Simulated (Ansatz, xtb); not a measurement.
**Two isomers of F2H5Si3+**

Structure X: `F[SiH2][Si+](F)[SiH3]`, a singlet. Structure Y: `F[Si+](F)[SiH2][SiH3]`, a singlet. Both are isolated ions in the gas phase, relaxed with B3LYP-D3(BJ)/def2-SVP; the shapes shown needn't be the lowest conformers.

X (Å):

```xyz
10

F     3.1041   -1.1075   -1.8412
F     0.7472   -1.1643    1.9938
Si    2.1083   -2.0091   -0.9439
Si    1.7337   -0.5125    0.9102
Si    2.4412    1.6784    1.5591
H     2.7749   -3.2092   -0.3927
H     0.7953   -2.2178   -1.5925
H     3.3378    2.1286    0.4693
H     3.1109    1.4361    2.8623
H     1.1591    2.4207    1.6626
```

Y (Å):

```yaml
atoms:
  - { symbol: F, position_ang: [-0.0010, -0.7205, -1.7411] }
  - { symbol: F, position_ang: [2.4238, -1.3479, -2.4253] }
  - { symbol: Si, position_ang: [1.4387, -1.1072, -1.2107] }
  - { symbol: Si, position_ang: [2.0804, -1.1157, 1.0785] }
  - { symbol: Si, position_ang: [2.7712, 1.1282, 1.5221] }
  - { symbol: H, position_ang: [3.1210, -2.1742, 1.0064] }
  - { symbol: H, position_ang: [0.7952, -1.5852, 1.6588] }
  - { symbol: H, position_ang: [3.9058, 1.3872, 0.6024] }
  - { symbol: H, position_ang: [3.1536, 1.0961, 2.9553] }
  - { symbol: H, position_ang: [1.5881, 1.9755, 1.2344] }
```

**Question.** Estimate which is lower in electronic energy at CCSD(T)/def2-SVP + ΔMP2/def2-TZVPP, and by roughly how much.

**Answer.** The CCSD(T)/def2-SVP + ΔMP2/def2-TZVPP calculation puts structure Y lower, by 8.1 kcal/mol.

The same difference at several levels:

| level | geometry | E(Y) − E(X) (kcal/mol) | departure from the last row (kcal/mol) | job, with rough time for the two |
| --- | --- | --- | --- | --- |
| GFN2-xTB | GFN2-xTB | +18.8 | +26.8 | optimisation, 0.53 s |
| HF/STO-3G | GFN2-xTB | −13.9 | −5.9 | single point, 0.89 s |
| r2SCAN-D4/def2-SVP | GFN2-xTB | −8.9 | −0.8 | single point, 5.3 s |
| B3LYP-D3(BJ)/def2-SVP | B3LYP-D3(BJ)/def2-SVP | −6.6 | +1.4 | optimisation, 1.7 min |
| HF/def2-SVP | B3LYP-D3(BJ)/def2-SVP | −2.3 | +5.8 | part of the CCSD(T) run |
| MP2/def2-SVP | B3LYP-D3(BJ)/def2-SVP | −8.9 | −0.9 | part of the CCSD(T) run |
| CCSD(T)/def2-SVP | B3LYP-D3(BJ)/def2-SVP | −8.0 | +0.1 | single point |
| CCSD(T)/def2-SVP + ΔMP2/def2-TZVPP | B3LYP-D3(BJ)/def2-SVP | −8.1 |  | single point, 40 s |

As drawn, both hold the same kinds of bond in the same numbers.

GFN2-xTB puts the two in the other order. The largest departure from CCSD(T)/def2-SVP + ΔMP2/def2-TZVPP is that of GFN2-xTB, 26.8 kcal/mol. The last row adds to CCSD(T) the change of the MP2 difference between the two basis sets, here −0.1 kcal/mol.

With harmonic frequencies from B3LYP-D3(BJ)/def2-SVP (ideal gas, rigid rotor, one conformer each, 298.15 K, 1 atm): on the last row, ΔE + ΔZPE = −8.1 kcal/mol. A mode under 50 cm⁻¹ makes harmonic enthalpies and free energies unreliable, so none is given.

The correlated steps freeze 17 core orbitals. Programs: Ansatz 0.2.0, xtb 6.7.1; the last row on 2 threads of Intel(R) Xeon(R) Platinum 8259CL CPU @ 2.50GHz (Skylake/Cascade Lake) on a shared host.

Placing both fluorines on the formally cationic silicon favours Y by 8.1 kcal/mol. Since the bond types match, the preference probably comes from where the fluorines sit relative to the charge. In Y, both can donate lone-pair density into the empty silicon p orbital, and their polar bonds gain electrostatically from the positive centre. In X, only one fluorine can do so directly, while the other withdraws density from the neighbouring silyl group and weakens its σ donation. The shorter Si–F bonds in Y fit this picture, though they don't separate π donation from ionic attraction.

Hartree–Fock in the def2-SVP basis already favours Y, but only by 2.3 kcal/mol, so correlation supplies much of the preference. The reversed GFN2-xTB order probably reflects its approximate treatment of charge and polar bonding rather than its geometries, because r2SCAN-D4 on those same structures gives −8.9 kcal/mol. The energies don't show whether X would readily rearrange to Y, which depends on the barrier to fluorine or hydrogen migration.
